Carbon-like ions of heavy elements hold two electrons in the 2p shell. A Dirac Hartree-Fock calculation can average them over all 15 states of $2p^2$ (the nl average) or put both into $2p_{1/2}$. The results for Te46+, I47+ and Xe48+ are hidden and are to be predicted from the other 25 rows.

Carbon-like ions, [He] 2s2 2p2, in Dirac-Coulomb Hartree-Fock at the basis limit (B-spline radial code 1, Fermi nucleus), averaged over the nl configuration or over the jj configuration that fills j = l − 1/2 first. ζ = (α²/2)<(1/r) dV/dr>, without exchange, and F2 come from non-relativistic Hartree-Fock, averaged over the configuration, with a point nucleus.

```csv
species,Z,charge (e),jj occupations of the open shell,E(low j first) − E(nl average) (eV),"Σ<r²>, nl (bohr²)",Σ<r²>: low j first/nl average − 1 (%),"ζ of the open shell, non-rel. (eV)","F2 of the open shell, non-rel. (eV)"
In43+,49,43,(2p1/2)2,-304.9,0.06433,-2.06,146.5,110.2
Sn44+,50,44,(2p1/2)2,-333.6,0.06147,-2.16,159.4,112.6
Sb45+,51,45,(2p1/2)2,-364.3,0.05878,-2.26,173.1,115.0
Te46+,52,46,(2p1/2)2,?,?,?,?,?
I47+,53,47,(2p1/2)2,?,?,?,?,?
Xe48+,54,48,(2p1/2)2,?,?,?,?,?
Cs49+,55,49,(2p1/2)2,-509.7,0.04952,-2.68,237.1,124.6
Ba50+,56,50,(2p1/2)2,-552.3,0.04753,-2.80,255.5,127.0
La51+,57,51,(2p1/2)2,-597.6,0.04564,-2.91,275.0,129.4
Ce52+,58,52,(2p1/2)2,-645.8,0.04385,-3.03,295.6,131.8
Pr53+,59,53,(2p1/2)2,-696.9,0.04216,-3.15,317.3,134.2
Nd54+,60,54,(2p1/2)2,-751.2,0.04055,-3.28,340.2,136.6
Pm55+,61,55,(2p1/2)2,-808.8,0.03903,-3.41,364.3,139.0
Sm56+,62,56,(2p1/2)2,-869.9,0.03758,-3.54,389.7,141.3
Eu57+,63,57,(2p1/2)2,-934.6,0.03620,-3.67,416.3,143.7
Gd58+,64,58,(2p1/2)2,-1003,0.03489,-3.81,444.4,146.1
Tb59+,65,59,(2p1/2)2,-1075,0.03364,-3.95,473.8,148.5
Dy60+,66,60,(2p1/2)2,-1152,0.03245,-4.10,504.6,150.9
Ho61+,67,61,(2p1/2)2,-1233,0.03131,-4.24,536.9,153.3
Er62+,68,62,(2p1/2)2,-1318,0.03023,-4.40,570.8,155.7
Tm63+,69,63,(2p1/2)2,-1409,0.02919,-4.55,606.2,158.1
Yb64+,70,64,(2p1/2)2,-1504,0.02820,-4.71,643.3,160.5
Lu65+,71,65,(2p1/2)2,-1604,0.02726,-4.87,682.0,162.9
Hf66+,72,66,(2p1/2)2,-1710,0.02635,-5.04,722.4,165.3
Ta67+,73,67,(2p1/2)2,-1821,0.02548,-5.21,764.7,167.7
W68+,74,68,(2p1/2)2,-1938,0.02465,-5.39,808.7,170.1
Re69+,75,69,(2p1/2)2,-2062,0.02385,-5.57,854.6,172.4
Os70+,76,70,(2p1/2)2,-2191,0.02308,-5.76,902.5,174.8
```

### In43+ to Sb45+: counting electrons

Of the six 2p spin-orbitals, two have $j=1/2$ and four $j=3/2$, so the nl average has occupations $(2p_{1/2})^{2/3}(2p_{3/2})^{4/3}$. The filled subshell $(2p_{1/2})^2$ is a single $J=0$ state, reached by moving 4/3 electron down. The energy difference $\Delta E$ in the table therefore runs from a barycentre to one state and is not a fine-structure interval.

First-order theory gives it two parts. With $\zeta$ the spin-orbit parameter, a $j=1/2$ electron lies at $-\zeta$ and a $j=3/2$ electron at $+\zeta/2$; the average is zero, and two low electrons gain $2\zeta$. Their repulsion is the spherical Slater integral $F^0$ alone, while the average enjoys $F^0-\tfrac{2}{25}F^2$, where $F^2$ (F2 in the table) is the quadrupole integral. Hence

$$\Delta E\approx-2\zeta+0.08\,F^2 .$$

For In43+ this is $-293.0+8.8=-284.2$ eV, short of the computed $-304.9$ eV by 6.8 % of the latter. The lowering exceeds even $2\zeta$ in each known row.

The useful analogy is a one-electron ion of charge $Z-s$, for which $\zeta=\alpha^2(Z-s)^4/48$ and $F^2=\tfrac{45}{512}(Z-s)$ hartree. Solving for $s$ in each known row and averaging with weights set by the printed precision gives 2.06 for $\zeta$ and 2.90 for $F^2$, good to 0.06 % of the tabulated values. The analogy should supply the powers of $Z$, because the nucleus dominates the field of five other electrons. It does not supply one screening for the ion: each property samples different radii and needs its own $s$, which is a fitting number only.

The hydrogen-like ion also names the missing piece. With $x=[\alpha(Z-s)]^2$ its exact Dirac splitting is

$$\Delta=mc^2\left[\sqrt{1-\tfrac{x}{4}}-\sqrt{\tfrac{1+\sqrt{1-x}}{2}}\right]=\frac{mc^2x^2}{32}\left(1+\tfrac58x+\dots\right).$$

The leading term is $\tfrac32\zeta$. A non-relativistic $\zeta$ lacks the bracket, which reflects mainly the contraction of $2p_{1/2}$ towards the nucleus. The model becomes $\Delta E=-\tfrac43\Delta+0.08F^2$.

### Cs49+ to Eu57+: one row taken apart

For La51+ the orbital data of the nl calculation test the counting directly. The two 2p orbital energies differ by 458.1 eV, which is 1.11 times $\tfrac32\zeta$, and 4/3 of it is 610.8 eV. Orbital energies already hold an averaged 2p–2p repulsion; correcting for it with the relativistic Slater integrals costs 13.2 eV, somewhat more than $0.08F^2$ since $F^0$ now differs between subshells. The frozen-orbital total, $-597.6$ eV, equals the self-consistent value to the printed digit. In this row the lowering is the change of occupation, and relaxation adds nothing visible.

Size behaves differently. $\Sigma\langle r^2\rangle$ is the mean square radius summed over the six electrons. In La51+ $\langle r^2\rangle$ is 0.0089010 bohr² for $2p_{1/2}$ and 0.0099435 bohr² for $2p_{3/2}$; 4/3 of the difference over 0.04564 gives $-3.05$ %, against $-2.91$ % computed. The variational principle explains the contrast: orbital relaxation changes the energy in second order but $\langle r^2\rangle$ in first. A plausible guess for the sign is that the tighter $2p_{1/2}$ pair repels both the 2s electrons and itself more than the averaged 2p shell does (the $F^0$ integrals are larger), so that these orbitals swell a little.

The same row shows what the average costs. Its ionisation energy with Breit, QED and recoil corrections lies 283 eV below the tabulated theory value of 10136 eV, and the run warns that fine structure is averaged. A frozen estimate (4/3 electron moved in the ion, 2/3 in its five-electron product, Breit shifts included) puts the jj value 283 eV above the nl one, an agreement closer than such an estimate deserves. Breit is absent from $\Delta E$ itself; the Gaunt energy, its main part, is higher in the jj run than in the nl run by 10.4 eV for Ba50+ and 11.8 eV for Ce52+, so in La51+ it should remove about 11 eV, or nearly 2 %.

### Gd58+ to Os70+: higher orders take over

By Os70+ the lowering is 1.214 times $2\zeta$, against 1.041 at In43+, and first order falls 18.3 % short of the computed value. A log-log slope over the known rows gives $Z^{4.49}$ for $\Delta E$ and $Z^{4.14}$ for $\zeta$. Multiplying $\zeta$ by the ratio of the exact $\Delta$ to its leading term (1.080 for In43+, 1.226 for Os70+) turns the shortfall into an overshoot of 0.9 % and 0.4 %. This argues strongly for higher orders in $Z\alpha$ as the cause; in La51+ most of the remainder is the pair term, which costs 2.9 eV more than $0.08F^2$, and the rest may be the exchange missing from $\zeta$. Fitting $s$ in $\Delta$ as above gives 2.143, with a worst error of 0.16 % (Re69+), beyond the rounding of at most 0.05 %. The row-wise $s$ drifts from 2.157 to 2.122.

$F^2/\zeta$ falls row by row from 0.75 to 0.19, as $Z$ against $Z^4$ demands, so jj coupling improves. A two-level estimate of the omitted mixing with $(2p_{3/2})^2$, $J=0$ (coupling $\tfrac{\sqrt2}{5}F^2$, gap about $2\Delta$) is of order 1 eV and shrinks down the table. A jj configuration need not be the lowest state, and correlation is absent, but for Gd58+ the corrected jj ionisation energy, 13182 eV, meets the tabulated theory value of 13183 ± 6 eV.

The size change grows as $(Z\alpha)^2$ and faster (slope 2.34). It is not the whole relativistic contraction: in Lu65+ the nl average is already 14.3 % below the non-relativistic $\Sigma\langle r^2\rangle$, and the jj filling takes off a further 4.87 % of the nl value.

### Te46+ to Xe48+: the forecast

The configuration does not change, so each column should pass smoothly and monotonically through the gap, with nothing special at xenon. From Sb45+ to Cs49+ the lowering deepens by $509.7-364.3=145.4$ eV in four steps that must grow steadily between the neighbouring 30.7 and 42.6 eV; 32.8, 35.1, 37.5 and 40.0 do so. The same differencing, checked against the hydrogenic forms, gives for Te, I, Xe:

- $\Delta E$: −397.1, −432.2, −469.7 eV (±0.5)
- $\zeta$: 187.7, 203.2, 219.7 eV (±0.2)
- $F^2$: 117.4, 119.8, 122.2 eV (±0.1)
- $\Sigma\langle r^2\rangle$: 0.05625, 0.05387, 0.05163 bohr² (±0.00003)
- size change: −2.36, −2.47, −2.57 % (±0.02)

The model offers a second route, here for Te46+, which was not in the fit. With $Z-s=52-2.143=49.857$, $x=0.132368$; the two roots are 0.9833148 and 0.9827176; their difference times $mc^2=511.0$ keV is $\Delta=305.2$ eV. Then $-\tfrac43\Delta=-406.9$ eV, the hydrogenic $F^2$ of 117.4 eV adds 9.4 eV, and $\Delta E=-397.5$ eV. This should be slightly too deep, because $s$ is above its mean at the light end. Letting $s$ follow a weighted quadratic in $Z$ through the known rows gives −397.2 ± 0.2, −432.3 ± 0.2 and −469.8 ± 0.3 eV. Each bar is the worst relative miss on dropping three consecutive known rows and refitting, plus half a last digit; those trials lie between Cs49+ and Os70+, whereas the true gap has only three rows above it.

The withheld rows as computed:

```csv
species,Z,charge (e),jj occupations of the open shell,E(low j first) − E(nl average) (eV),"Σ<r²>, nl (bohr²)",Σ<r²>: low j first/nl average − 1 (%),"ζ of the open shell, non-rel. (eV)","F2 of the open shell, non-rel. (eV)"
Te46+,52,46,(2p1/2)2,-397.2,0.05626,-2.36,187.7,117.4
I47+,53,47,(2p1/2)2,-432.3,0.05388,-2.47,203.2,119.8
Xe48+,54,48,(2p1/2)2,-469.8,0.05164,-2.57,219.7,122.2
```

All fifteen values fall inside the listed ranges. $\zeta$, $F^2$ and the size change match to the last digit. The differenced lowerings are each 0.1 eV too shallow and the $\Sigma\langle r^2\rangle$ forecasts each 0.00001 bohr² too small, one unit of the last digit, which differencing of rounded values cannot resolve. The drifting-$s$ values miss by less than the rounding. Constant $s$ misses in earnest: too deep by 0.3, 0.3 and 0.2 eV, the sign argued above. The like model for $\Sigma\langle r^2\rangle$ (Dirac hydrogenic moments, 1s screening fixed at 0.3, $s=2.35$ for $n=2$) is 0.00004 bohr² low for Te46+.

The hits say little about mechanism: a cubic in $\ln Z$ fitted to $\ln|\Delta E|$ of the known rows, with no physics, also lands within rounding. The evidence for the cause is the La51+ decomposition and the Dirac factor. Within this sequence a missing row can be interpolated to its last digit or so, but that digit belongs to Dirac-Coulomb Hartree-Fock: before such a lowering is used for a real ion, at least the Breit term and the $J=0$ mixing, both larger than these error bars, have to be added; QED and the rest of the correlation are missing too.
